**Q:** I have the radiative shifts for the occupied shells of Yb⁴⁺, as first-order values on Dirac-Coulomb Hartree-Fock orbitals, but three rows are covered. What sizes should I have in my head before I try to fill them in?

**A:** Start from $Z\alpha = 70/137 = 0.51$, with $\alpha$ the fine-structure constant. The natural scale of the self-energy of an s electron is $(\alpha/\pi)(Z\alpha)^4 mc^2/n^3$, about 80 eV for $n=1$, and the 1s value is 124 eV, or 0.2 % of the binding. Along the s series it drops by a factor of four to seven per shell, to 0.154 eV at 5s. Vacuum polarisation has the opposite sign for s and is about a sixth as large. At $n=3$ it loses roughly one order of magnitude from s to p1/2, another to p3/2 and two more to d3/2. The small component holds 7 % of the 1s norm and a few parts in ten thousand of the 5s norm.

B-spline radial code 1: four-component Dirac-Coulomb Hartree-Fock at the basis limit for the spherical ion Yb4+ (Z = 70, [Xe] 4f12), averaged over the nl configuration, with a Fermi nucleus. Self-energy and vacuum polarisation (Uehling plus Wichmann-Kroll) are shifts of the eigenvalue ε; positive means less bound.

| orbital | n | l | electrons in the nl shell | ε, Dirac (eV) | self-energy (eV) | vacuum polarisation (eV) | small-component weight |
| --- | --- | --- | --- | --- | --- | --- | --- |
| 1s1/2 | 1 | 0 | 2 | -61762 | 124 | -22.1 | 0.0690 |
| 2s1/2 | 2 | 0 | 2 | -10640 | 17.7 | -2.93 | 0.0155 |
| 2p1/2 | 2 | 1 | 6 | -10127 | 0.952 | -0.233 | 0.0155 |
| 2p3/2 | 2 | 1 | 6 | -9077.9 | 2.06 | -0.0181 | 0.0142 |
| 3s1/2 | 3 | 0 | 2 | -2500.5 | 4.04 | -0.645 | 0.00506 |
| 3p1/2 | 3 | 1 | 6 | -2274.9 | 0.334 | -0.0571 | 0.00498 |
| 3p3/2 | 3 | 1 | 6 | -2048.4 | 0.532 | -0.00459 | 0.00461 |
| 3d3/2 | 3 | 2 | 10 | -1669.7 | -0.0280 | -4.25e-05 | 0.00447 |
| 3d5/2 | 3 | 2 | 10 | -1620.8 | 0.0951 | -7.77e-06 | 0.00436 |
| 4s1/2 | 4 | 0 | 2 | -566.76 | 0.954 | -0.153 | 0.00161 |
| 4p1/2 | 4 | 1 | 6 | -474.02 | 0.0746 | -0.0132 | 0.00152 |
| 4p3/2 | 4 | 1 | 6 | ? | ? | ? | ? |
| 4d3/2 | 4 | 2 | 10 | ? | ? | ? | ? |
| 4d5/2 | 4 | 2 | 10 | ? | ? | ? | ? |
| 5s1/2 | 5 | 0 | 2 | -116.09 | 0.154 | -0.0247 | 0.000331 |
| 5p1/2 | 5 | 1 | 6 | -86.314 | 0.0104 | -0.00184 | 0.000277 |
| 5p3/2 | 5 | 1 | 6 | -78.696 | 0.0157 | -0.000143 | 0.000245 |
| 4f5/2 | 4 | 3 | 12 | -71.719 | -0.00320 | 5.07e-09 | 0.000785 |
| 4f7/2 | 4 | 3 | 12 | -70.136 | 0.00246 | 5.58e-09 | 0.000769 |

**Q:** How do I read the columns?

**A:** $\varepsilon$ is the Dirac-Coulomb orbital eigenvalue, without electron correlation and without the Breit interaction. The two radiative columns are shifts to be added to $\varepsilon$, positive meaning less bound. I'll call the small-component weight $W$: the share of the norm carried by the lower two components of the spinor. The electron count refers to the whole $nl$ shell, so both 4f rows share the twelve electrons. They are an average over the 4f¹² configuration, not a level, and none of these eigenvalues is a level-resolved ionisation energy.

**Q:** Why should a covered row be predictable at all?

**A:** Because vacuum polarisation, and most of the self-energy of s and p electrons, act where the nucleus dominates; the magnetic part of the self-energy has a long tail that reaches the body of a d or f orbital, so those rows need separate handling. The Uehling part of the vacuum polarisation reaches about $\hbar/mc = \alpha a_0$, half the 1s radius $a_0/Z$. There $Ze^2/r$ is far larger than the eigenvalue of an outer shell, so $\varepsilon$ almost drops out of the radial equation. What remains is the relativistic quantum number $\kappa$, which fixes $l$ and $j$. Orbitals of one $\kappa$ then have one shape near the nucleus, and $n$ sets only the amplitude. That is an argument, but it has a consequence that the numbers show: self-energy over the magnitude of the vacuum polarisation is 6.26, 6.24 and 6.23 for 3s, 4s and 5s, constant within the 1 % that three printed figures allow on a ratio. For 3p1/2, 4p1/2 and 5p1/2 it is 5.85, 5.65 and 5.65.

**Q:** For 2p1/2 it is only 4.09.

**A:** Two things change there. The L-shell eigenvalue is no longer small, and the K and L self-energies are fixed to hydrogenic values while higher shells come from the radiative potential alone. The second is the likelier cause: within one treatment the ratio rises towards low $n$, from 5.65 to 5.85, while at $n=2$ it drops by 30 %. That is also a warning that the potential alone may run high for p1/2. I would not read the step as a trend in $n$, and I keep $n=2$ out of the self-energy ratios.

**Q:** Why does p1/2 feel the vacuum polarisation twelve times more than p3/2, with the same $l$?

**A:** This is standard Dirac theory. The small component has the other parity: s-like for p1/2, d-like for p3/2. Near a point nucleus the density goes as $r^{2\gamma-2}$ with $\gamma=\sqrt{\kappa^2-(Z\alpha)^2}$, so s1/2 and p1/2 ($|\kappa|=1$) both reach the nucleus, p1/2 through its small component, and p3/2 does not. The same holds one step up, which is why d3/2 exceeds d5/2.

**Q:** Then the amplitude. Can't I scale by $1/n^3$?

**A:** From $n=3$ to 4 that gives $27/64 = 0.422$, while the vacuum polarisation falls by 0.237 for s and 0.231 for p1/2. Screening is the reason: the outer lobe of a 4s orbital moves in a weaker field than the hydrogenic one, spreads out and takes norm from the inner part. Scaling with $\varepsilon$ does much better, 0.227 and 0.208, but it is 4 % low against the s ratio and 10 % low against the p1/2 ratio, so it drifts with $l$, and d is one step further.

**Q:** And $W$? It doesn't follow the binding: 4f5/2 has over twice the weight of the deeper 5s.

**A:** To lowest order the small component is $\boldsymbol\sigma\cdot\mathbf p/2mc$ acting on the large one, so
$$W \approx \frac{\langle p^2\rangle}{4m^2c^2} = \frac{T}{2mc^2},$$
with $T$ the kinetic energy. For one electron the virial theorem makes $T \approx |\varepsilon|$, and $2mc^2W/|\varepsilon|$ is 1.14 for 1s. It is about 2.9 for 4s and 5s and 11 for 4f5/2. The 4f orbital is compact and fast, some 800 eV of kinetic energy by this estimate, and its eigenvalue is shallow only because that kinetic energy nearly cancels the net attraction left by the nucleus and the other electrons. So $W$ measures compactness, which is why I try it as the handle on inner amplitudes when $l$ changes. It needs a fitted power, and within the s and p series it does no better than $\varepsilon$.

**Q:** The self-energy is negative for 3d3/2 and 4f5/2. Where does that come from?

**A:** From the anomalous magnetic moment. The spin-orbit term is proportional to $g-1$, and with $g = 2(1+\alpha/2\pi)$ this becomes $1+\alpha/\pi$. The self-energy should therefore widen a doublet of splitting $\Delta$ by $(\alpha/\pi)\Delta$, with $\alpha/\pi = 2.32\times10^{-3}$. Since $\langle\mathbf l\cdot\mathbf s\rangle$ is $l/2$ for $j=l+\tfrac12$ and $-(l+1)/2$ for $j=l-\tfrac12$, a difference $D$ is shared as $+\frac{l}{2l+1}D$ and $-\frac{l+1}{2l+1}D$, which averages to zero with weights $2j+1$. Whatever survives that average I call the remainder and add equally to both rows. That is bookkeeping: the two $j$ have different radial functions, and the non-magnetic part is larger for the more contracted $j=l-\tfrac12$. For 3d, $\Delta = 48.9$ eV gives 0.114 eV against the tabulated $0.0951+0.0280 = 0.123$ eV, a ratio of 1.08. For 4f the remainder is under 1 % of $D$, so the two rows are almost purely this pattern. The magnetic term is built into the radiative potential, so the agreement tests the estimate, not quantum electrodynamics.

**Q:** Does the $\alpha/\pi$ rule hold generally?

**A:** No. For 4f the ratio is 1.54, because the radiative potential belongs to the bare nucleus while the splitting feels the screened field: $\alpha/\pi$ times the bare-nucleus spin-orbit term, built from the $\langle r^{-3}\rangle$ values of the same run, reproduces $D$ to about 1 %. For 3d the same estimate lies some 15 % above the tabulated $D$, so the 1.08 is a partial cancellation: the bare nucleus raises $D$, and a non-magnetic part that is larger for d3/2 lowers it. For 2p, 3p and 5p it is 0.45, 0.38 and 0.30. I would argue that p1/2 picks up more of the positive non-magnetic shift, through its s-like small component and because it is the more contracted orbital, and that this eats into the difference. So for 4p3/2 I use no decomposition, only ratios.

**Q:** Show me.

**A:** Take each p3/2 quantity over its p1/2 partner at $n=3$ and $n=5$, average, and multiply by the known 4p1/2 value. For the self-energy the ratios are 1.593 and 1.510, the mean is 1.55, and $1.55\times0.0746 = 0.116$ eV. For the splitting I divide by the magnitude of the p1/2 vacuum polarisation, since both are weighted towards the nucleus: 3967 and 4140, mean about 4050, times 0.0132 eV, gives 53.5 eV. The bar is the full difference of the two ratios plus 1 % for the printed digits. As a trial I interpolated the same ratios linearly from $n=2$ and 5 to the known 3p rows. That missed the actual 3p ratios by 2 to 3 % for $W$ and vacuum polarisation, by 10.5 % for the splitting and by 22 % for the self-energy, the last across the change of treatment. The bridge from 3 to 5 is shorter, but my 5 % bar on the splitting is narrower than that trial alone would justify.

**Q:** The 4d rows have no partner, and only 3d below them.

**A:** They need two steps. First the $j$-averaged $\varepsilon$ and $W$, by interpolating in $l$ across the $n=4$ shell, with the forecast 4p3/2 in the p average. I use three rules: a line between p and f, a parabola through s, p and f, and the s–p–d spacing pattern of $n=3$. They give −254.6, −273.0 and −273.5 eV, mean −267 eV, and $W$ of 1.10, 1.146 and $1.236\times10^{-3}$, mean $1.16\times10^{-3}$. The bar is the largest deviation from the mean. None of these rules has a derivation beyond smoothness.

Second, a factor that carries 3d values to 4d. For s and p1/2 the vacuum-polarisation ratio equals the $W$ ratio raised to a power, $\ln 0.237/\ln 0.318$ or about 1.256, and likewise 1.234, mean 1.245. That power comes from two points and means nothing physically; an unscreened ion would give 3/2 for s to lowest order and somewhat less for p1/2. The 3d average of $W$ is $4.40\times10^{-3}$, so the factor is $(1.16/4.40)^{1.245} = 0.190$. I assign it to terms of the $\langle r^{-3}\rangle$ type, the splitting and $D$. The bar is 14 %: 8 % from $W$, 6 % from how well the p splittings track the vacuum polarisation.

**Q:** And for the short-range terms?

**A:** They probe the rising inner flank of the orbital. For a hydrogenic orbital the squared amplitude there goes as $\prod_{k=1}^{l}(n^2-k^2)/n^{2l+3}$. From $n=3$ to 4 this gives $(15/4^5)/(8/3^5) = 0.445$ for p and $(180/4^7)/(40/3^7) = 0.601$ for d, so d gains up to 1.35 over p, whereas $\langle r^{-3}\rangle$ falls as $1/n^3$ for any $l$. How much survives screening I don't know, so I take the midpoint between 1 and 1.35: $0.190\times1.175 = 0.223$, uncertain by about 30 %.

**Q:** Work the 4d3/2 self-energy through.

**A:** For 3d3/2 the $j$-dependent part is $-\tfrac35\times0.1231 = -0.0739$ eV and the remainder is $-0.0280+0.0739 = +0.0459$ eV. Scaled, they are $-0.0739\times0.190 = -0.0140$ eV and $0.0459\times0.223 = +0.0102$ eV, and the sum is −0.0038 eV. The 14 % is common to both parts and adds only 0.0005 eV; the unknown enhancement adds $0.0459\times0.190\times0.175 = 0.0015$ eV. Hence −0.004 ± 0.002 eV. No covered value entered. For 4d5/2 the parts are +0.0094 and +0.0102 eV and add. These are my forecasts:

| | $\varepsilon$ (eV) | self-energy (eV) | vacuum polarisation (eV) | $W$ |
|---|---|---|---|---|
| 4p3/2 | −420.5 ± 3 | +0.116 ± 0.007 | −(1.04 ± 0.05)×10⁻³ | (1.38 ± 0.08)×10⁻³ |
| 4d3/2 | −273 ± 13 | −0.004 ± 0.002 | −(9.5 ± 2.8)×10⁻⁶ | (1.18 ± 0.08)×10⁻³ |
| 4d5/2 | −263 ± 13 | +0.020 ± 0.004 | −(1.7 ± 0.5)×10⁻⁶ | (1.15 ± 0.08)×10⁻³ |

The splittings are 53.5 ± 3 eV for 4p and 9.3 ± 1.3 eV for 4d. In words: the 4p3/2 self-energy exceeds that of 4p1/2, all three vacuum polarisations are negative, and the weights lie between 4p1/2 and 4f with $j=l-\tfrac12$ the larger of a doublet. The two most fragile entries are the 4d3/2 self-energy, where two parts cancel, and the 4d5/2 vacuum polarisation, where the attractive Uehling and the repulsive, longer-tailed Wichmann-Kroll terms partly cancel; that tail is the standard reason for the positive, negligible 4f values. My guess is that the 4d5/2 value misses on the negative side. The bars forecast this calculation, not nature.

**Q:** Here are the rows.

The withheld rows as computed:

| orbital | n | l | electrons in the nl shell | ε, Dirac (eV) | self-energy (eV) | vacuum polarisation (eV) | small-component weight |
| --- | --- | --- | --- | --- | --- | --- | --- |
| 4p3/2 | 4 | 1 | 6 | -421.98 | 0.118 | -0.00106 | 0.00139 |
| 4d3/2 | 4 | 2 | 10 | -268.70 | -0.00393 | -1.01e-05 | 0.00120 |
| 4d5/2 | 4 | 2 | 10 | -258.99 | 0.0192 | -1.87e-06 | 0.00117 |

All twelve lie inside the bars, the signs and orderings hold, and the worst miss is about half a bar. Is the model that good?

**A:** Partly the bars were wide. They were spreads between estimates, not standard deviations, and 30 % on a vacuum polarisation is hard to miss. Nor are these twelve independent tests, since the six radiative and weight entries for 4d hang on one interpolated $W$. The misses themselves say more, and they have a pattern.

**Q:** Take 4p3/2 first.

**A:** The self-energy, vacuum polarisation and $W$ forecasts are all 1 to 2 % small in magnitude against the computed values, and the splitting is 2.8 % large, 53.5 against 52.0 eV, which is the whole 1.5 eV miss in $\varepsilon$. Form the ratios again. The self-energy gives $0.118/0.0746 = 1.58$ against 1.593 at $n=3$, the vacuum polarisation $0.00106/0.0132 = 0.080$ against 0.0804, and the splitting $52.04/0.0132 \approx 3940$ against 3967. The vacuum-polarisation and splitting ratios sit at their 3p values; with the unrounded outputs the self-energy ratio is 1.575 and the $W$ ratio 0.916, each only a fifth to a quarter of the way from 3p to 5p. So the equal weighting of 3p and 5p was the error: the change comes late. My guess is that in the outermost shell the less bound p3/2 orbital spreads more easily relative to p1/2 and loses inner amplitude, but one shell can't establish that.

**Q:** And the 4d eigenvalues?

**A:** Both forecasts are about 4 eV too deep, 1.5 and 1.7 % of the computed values, so the error is in the average: $0.4\times(-268.7)+0.6\times(-259.0) = -262.9$ eV against −267 eV. The result falls near the middle between the line and the other two rules. Those two agreed to half an electronvolt and were both 10 eV off, so their agreement meant nothing, and counting them as two votes pulled the mean. For $W$ the mean was 2 % low.

**Q:** The fragile 4d3/2 self-energy came out at −0.00393 eV, against −0.0038 eV. Surely that supports the decomposition.

**A:** It supports the sign and the rough size; the 3 % is luck. The computed factors from 3d to 4d are 0.188 for $D$ and 0.217 for the remainder, against my 0.190 and 0.223. The sum is a quarter of the larger part, so errors of a few per cent in the parts could have been ten or twenty in the result. What the rows do show is that the parts scale differently. One common factor can't give 0.140 for d3/2 and 0.202 for d5/2, and a remainder that falls less steeply than $D$ does. The $\alpha/\pi$ estimate also lands close for 4d, with a ratio of 1.03, by the same partial cancellation as in 3d. Keep in mind that the self-energy above $n=2$ is good to 10 to 30 %, and if the two parts err differently a near cancellation like this is worse off still. The remainder is the weaker part: it comes from the fitted terms of the potential, which in its original form was tuned to s levels, so the size of the d3/2 values says more about this model than about nature.

**Q:** You used one factor for the splitting and for $D$.

**A:** And they differ: 0.199 for the splitting, 0.188 for $D$, a 6 % gap that is well above the rounding. The forecast splitting was 4.3 % low against 9.71 eV. With the computed $W$ ratio the rule gives $0.268^{1.245} = 0.194$, so about half that miss was inherited from $W$, and the rule then sits between the two factors. They need not be equal, because the eigenvalue splitting contains screening and exchange and is self-consistent, while $D$ is an expectation value of a bare-nucleus potential that includes some short-range $j$ dependence. The table can't split the 6 %, but the bare-nucleus $\langle r^{-3}\rangle$ term of the same run falls by 0.192, between the two, so both act: the splitting keeps more than the bare term and $D$ less.

**Q:** Your guess about the 4d5/2 vacuum polarisation came true: 7 % more negative.

**A:** The direction did, the reason got no support. The 4d3/2 value missed the same way by 6 %, and the two factors, 0.238 and 0.241, are equal to about the rounding. A cancellation in d5/2 that changed from 3d to 4d would have separated them; one that is the same in both shells drops out of the factor. The plain reading is that 0.223 was too low for both. The order of the factors, 0.188 for $D$, 0.217 for the remainder and 0.24 for the vacuum polarisation, fits the argument that the shorter the range, the more of the hydrogenic 1.35 survives: $0.217/0.188 = 1.15$ and $0.238/0.188 = 1.27$. It is one doublet, so I call it consistent and no more. Scaling with $\varepsilon$, at 0.161, would have been a third low against the vacuum polarisation; the drift seen from s to p1/2 steepens.

**Q:** What could I carry to a neighbouring ion?

**A:** For s and p shells above $n=2$, the ratios used here, self-energy over vacuum polarisation within one $\kappa$ and p3/2 over p1/2 within a doublet, are stable to about 5 %; 4p3/2 gives 111 for self-energy over vacuum polarisation, between the 116 of 3p3/2 and the 110 of 5p3/2. For d and f, split the self-energy into $D$ and a remainder, estimate $D$ from the fine structure (within 10 % for both d doublets, by a partial cancellation, and a third low for 4f, where the bare-nucleus $\langle r^{-3}\rangle$ term is the right estimate for this potential), and expect $j=l-\tfrac12$ to be negative as long as the remainder is below $\frac{l+1}{2l+1}D$. The remainder needs overlap with the inner region, so it shrinks quickly with $l$.

**Q:** So I can quote −0.004 eV as the radiative shift of 4d3/2?

**A:** Only as the direct, first-order one. The self-energy loosens the s shells by 124, 17.7 and 4.04 eV. If the orbitals were allowed to relax, the s shells would expand slightly and screen the nucleus less, and d and f electrons would be bound more strongly: the indirect relativistic effect run backwards. For d and f orbitals, whose direct shift is so small, I expect that shift to exceed it. Whether the alternating signs of the 4d and 4f doublets survive it, or sit as a small splitting on top of a larger common shift, is the question these first-order values leave open.
